An atomization energy adds up the bonds of a molecule, and the error of a functional adds up with them. With seven bonds, a miss of 5 kJ/mol per bond already makes 35 kJ/mol. The CCSD(T) reference has its own blur. It is an estimate of the basis-set limit, put together from parts: Hartree-Fock and MP2 correlation are extrapolated from triple and quadruple zeta, but the step from MP2 to CCSD(T) comes from triple zeta alone. How much that step would change in a larger basis is not shown by these runs. Besides, the outer core of germanium is treated in a basis not made for it, which can shift the result by up to about 4 kJ/mol for each bond to Ge. Four such bonds give $4\times4=16$ kJ/mol, with the error of the triple-zeta step still to be added, and only differences well beyond that point to a failing functional.

CH4Cl2Ge (SMILES [CH3][GeH]([Cl])[Cl], 7 bonds) in the gas phase, computed with Ansatz 0.2.0: functionals in def2-TZVPP, frozen-core CCSD(T) as a focal-point estimate of the basis-set limit (Hartree-Fock and MP2 correlation extrapolated from def2-TZVPP and def2-QZVPP, CCSD(T) less MP2 from def2-TZVPP alone), all at the PBE0-D4/def2-TZVP geometry. Atomization energies are electronic, free atoms minus molecule, without zero-point or spin-orbit terms. The D4 term is the molecule's dispersion energy.

```csv
functional,class,"exact exchange, short range (%)","exact exchange, long range (%)",atomization energy (kJ/mol),functional less CCSD(T) (kJ/mol),that difference per bond (kJ/mol),D4 term (kJ/mol)
SPW92,LDA,0,0,2949.0,335.8,48.0,n/a
PBE-D4,GGA,0,0,2628.1,14.9,2.1,-19.5
revPBE-D4,GGA,0,0,2568.6,-44.6,-6.4,-51.1
BLYP-D4,GGA,0,0,2556.8,-56.4,-8.1,-41.9
r2SCAN-D4,meta-GGA,0,0,2621.6,8.4,1.2,-4.6
B97M-V,meta-GGA,0,0,2640.7,27.5,3.9,n/a
r2SCANh-D4,global hybrid,10,10,2609.9,-3.3,-0.5,-5.0
B3LYP-D4,global hybrid,20,20,2579.5,-33.7,-4.8,-31.8
PBE0-D4,global hybrid,25,25,2607.2,-6.0,-0.9,-16.7
r2SCAN0-D4,global hybrid,25,25,2593.5,-19.7,-2.8,-5.6
HSE06-D4,screened hybrid,25,0,2608.4,-4.8,-0.7,-15.8
BHLYP-D4,global hybrid,50,50,2536.8,-76.4,-10.9,-26.9
CAM-B3LYP-D4,range-separated,19,65,2590.5,-22.7,-3.2,-17.3
LC-wPBE,range-separated,0,100,2577.3,-35.9,-5.1,n/a
wB97X-V,range-separated,17,100,2620.1,6.9,1.0,n/a
wB97M-V,range-separated,15,100,2606.7,-6.5,-0.9,n/a
```

The first row fails beyond doubt. LDA lies 336 kJ/mol above the CCSD(T) estimate, 13 % of the whole atomization energy and some twenty times the 16 kJ/mol by which the treatment of the outer core may shift the reference. Nor could a larger basis for the step from MP2 to CCSD(T) close such a gap. All rows use the same PBE0 geometry, but this does not excuse LDA. Letting it find its own geometry could only lower the molecule and bind it still more.

The cause shows in the limit where LDA is right. It treats each point in space as part of a uniform electron gas, so it is exact when the density $n$ hardly varies. In the outer tail of an atom the density falls off steeply, and there LDA finds too little exchange energy. When atoms join, part of this tail becomes bond region, where the density is flatter. LDA thus places the free atoms too high relative to the molecule, and the bonds look too strong.

The next three rows, the GGAs, correct this with the reduced gradient $s\propto|\nabla n|/n^{4/3}$, which measures how fast the density changes on the scale of the electrons' own spacing. Exchange is multiplied by a factor $F(s)$ that is 1 for a uniform gas and grows with $s$. Free atoms have more density at large $s$, so they gain more than the molecule does, and the binding falls. From LDA to PBE, with the D4 term taken out, it falls by 340 kJ/mol. This step also changes correlation, but by standard theory the exchange correction decides the sign.

PBE and revPBE isolate the exchange part, because they differ only in how far $F(s)$ may rise at large $s$. Going from PBE to revPBE lowers the total energy of the molecule by 11.10 eV and that of the free atoms by 12.04 eV. Most of this drop is common to both and cancels. The remaining 0.94 eV, or 91 kJ/mol, is lost binding. PBE without D4 was already within 5 kJ/mol of the CCSD(T) estimate, closer than that estimate is certain, so revPBE as a whole now binds too weakly. That alone does not say whether exchange or correlation is to blame.

The printed differences hide how much binding is missing, because they include the D4 dispersion term, which adds to the binding. Without it, revPBE and BLYP lie 96 and 98 kJ/mol below CCSD(T), about twice what the table shows at first sight. Across the functionals with a printed D4 term, it contributes between 5 and 51 kJ/mol for one and the same molecule. Such a spread cannot be a property of the molecule. The damping of D4 is adjusted to each functional, so the term also makes up for binding that the functional lacks at short and medium range.

The r2SCAN rows show what exact exchange does when little else changes. Let $D$ be the atomization energy without D4 and $a$ the share of exact exchange. If the orbitals stay as they are, replacing a part of the semilocal exchange gives

$$D(a)=D(0)+a\,\left(D_x^{\text{exact}}-D_x^{\text{semilocal}}\right),$$

where each $D_x$ is the contribution of that kind of exchange to the binding. The slope is thus a difference between two kinds of exchange, and it depends on the functional into which exact exchange is mixed.

A straight line through r2SCAN and r2SCAN0 gives an estimate for r2SCANh, a row not used to draw it. A share of 25 % costs 29 kJ/mol of binding, so 10 % should cost $0.4\times29\approx12$ kJ/mol. Starting from 2617 kJ/mol, this gives 2605 kJ/mol, and the full calculation agrees within 1 kJ/mol. The agreement is a mild test, since a hybrid is built as a linear mixture. It shows that the response of the orbitals hardly changes the binding here. The output below lists this line and the slopes of the other families.

The usual account of the negative slope starts from the bond. Around each electron, exchange digs a hole in the density of electrons with the same spin. In a shared bond the exact exchange hole spreads over both atoms, while a semilocal functional keeps it close to the electron. The compact hole imitates a part of correlation, the tendency of two bonding electrons to sit on opposite atoms. Exact exchange removes this imitation, and the semilocal correlation that stays in the hybrid does not replace it.

It is tempting to read BHLYP in the same way. It has 50 % exact exchange and, after LDA, the largest difference from CCSD(T), −76 kJ/mol. It also lies 20 kJ/mol below BLYP, which has the same ingredients but no exact exchange. Yet 15 of these 20 kJ/mol come from the smaller D4 term.

What exact exchange itself costs here is only 5 kJ/mol, where the slope of the r2SCAN family would have predicted 58. A single price per per cent of exact exchange therefore fails, and the equation above says why. The exchange part of BLYP corrects steep densities strongly, which takes away most of the excess binding that semilocal exchange usually has. For this molecule it binds almost as exact exchange does, so swapping one for the other changes little. By elimination, the large shortfall of both functionals without D4 must lie mainly in correlation, including dispersion, and more exact exchange cannot supply it.

B3LYP looks like an exception, since it has 20 % exact exchange and still binds 33 kJ/mol more than BLYP when D4 is left out. It is not simply BLYP with exact exchange added. It applies the gradient correction to exchange with a weight of 72 %, although 80 % of its exchange is semilocal, so a little uncorrected LDA exchange remains. The whole correction is worth hundreds of kJ/mol here, so the missing 8 % are worth tens. That is the right size, but B3LYP also blends in LDA correlation, here in the VWN-RPA form, and how the two share the effect is not settled by these rows.

The screened hybrid HSE06 shows that the long-range part of exact exchange matters little here. It keeps the 25 % of PBE0 at short range and drops exact exchange at long range, yet the two atomization energies differ by only 1 kJ/mol. This is not because the screening spares the bonds. It sets in over roughly 5 Å, but at the 2 Å of a Ge–Cl bond it already takes away almost half of the electron repulsion from which exact exchange is computed. The part of the electron repulsion that is split off in this way is, however, nearly constant over such short distances. The exchange hole holds one electron in either description, and a nearly constant repulsion gives it nearly the same energy whatever its shape. It therefore matters little whether exact or PBE exchange supplies this part.

The range-separated functionals confirm that the share alone does not settle the result. CAM-B3LYP reaches 65 % exact exchange at long range and lies 23 kJ/mol below CCSD(T). The functionals wB97X-V and wB97M-V reach 100 % and stay within 7 kJ/mol. A likely reason, which these rows do not test, is that their semilocal parts were adjusted together with exact exchange and a dispersion term. LC-wPBE is left out of this comparison. Its run on the molecule includes a D4 term, but the table prints none, so it is unclear whether the tabulated energy contains it.

For practical use, the D4 term should be removed only to diagnose a functional, never to apply it, since the damping of the term was adjusted to that functional. Seven functionals, from PBE to wB97M-V, lie within the 16 kJ/mol by which the treatment of the outer core alone may shift the reference. The step from MP2 to CCSD(T), taken from triple zeta only, adds an error of its own, so this one molecule gives no ground for ranking them. An error in the atomization energy passes in full into a heat of formation derived from it. Such a heat also needs zero-point motion, temperature and relativity, which are not part of the energies here.

Numerical output:

```
Results with the D4 term removed (kJ/mol):
           row  atomization energy without D4  difference from CCSD(T) without D4
        PBE-D4                           2609                                -4.6
     revPBE-D4                           2518                               -95.7
       BLYP-D4                           2515                               -98.3
     r2SCAN-D4                           2617                                 3.8
    r2SCANh-D4                           2605                                -8.3
      B3LYP-D4                           2548                               -65.5
       PBE0-D4                           2590                               -22.7
    r2SCAN0-D4                           2588                               -25.3
      HSE06-D4                           2593                               -20.6
      BHLYP-D4                           2510                              -103.3
  CAM-B3LYP-D4                           2573                                 -40
LDA overbinding as share of the CCSD(T) atomization energy (%): 12.85
Possible shift of the reference over four Ge bonds (kJ/mol): 16
PBE without D4 less LDA, atomization energy (kJ/mol): -340.4
PBE less LDA, total energy of the molecule (eV): -157.1
PBE less LDA, total energy of the free atoms (eV): -160.6
revPBE less PBE without D4, atomization energy (kJ/mol): -91.1
revPBE less PBE, total energy of the molecule (eV): -11.1
revPBE less PBE, total energy of the free atoms (eV): -12.04
BHLYP less BLYP as printed (kJ/mol): -20
Part of that from the D4 terms (kJ/mol): -15
Part of that without D4 (kJ/mol): -5
PBE0 less PBE without D4 (kJ/mol): -18.1
r2SCAN0 less r2SCAN without D4 (kJ/mol): -29.1
Slopes per 10 % exact exchange, PBE family (kJ/mol): -7.24
Slopes per 10 % exact exchange, r2SCAN family (kJ/mol): -11.64
Slopes per 10 % exact exchange, BLYP to BHLYP (kJ/mol): -1
r2SCANh without D4 predicted from its two neighbours (kJ/mol): 2605
Prediction less computed value for r2SCANh (kJ/mol): 0.46
BHLYP less BLYP if the r2SCAN slope held (kJ/mol): -58.2
BHLYP less BLYP if the PBE slope held (kJ/mol): -36.2
B3LYP less BLYP without D4 (kJ/mol): 32.8
```
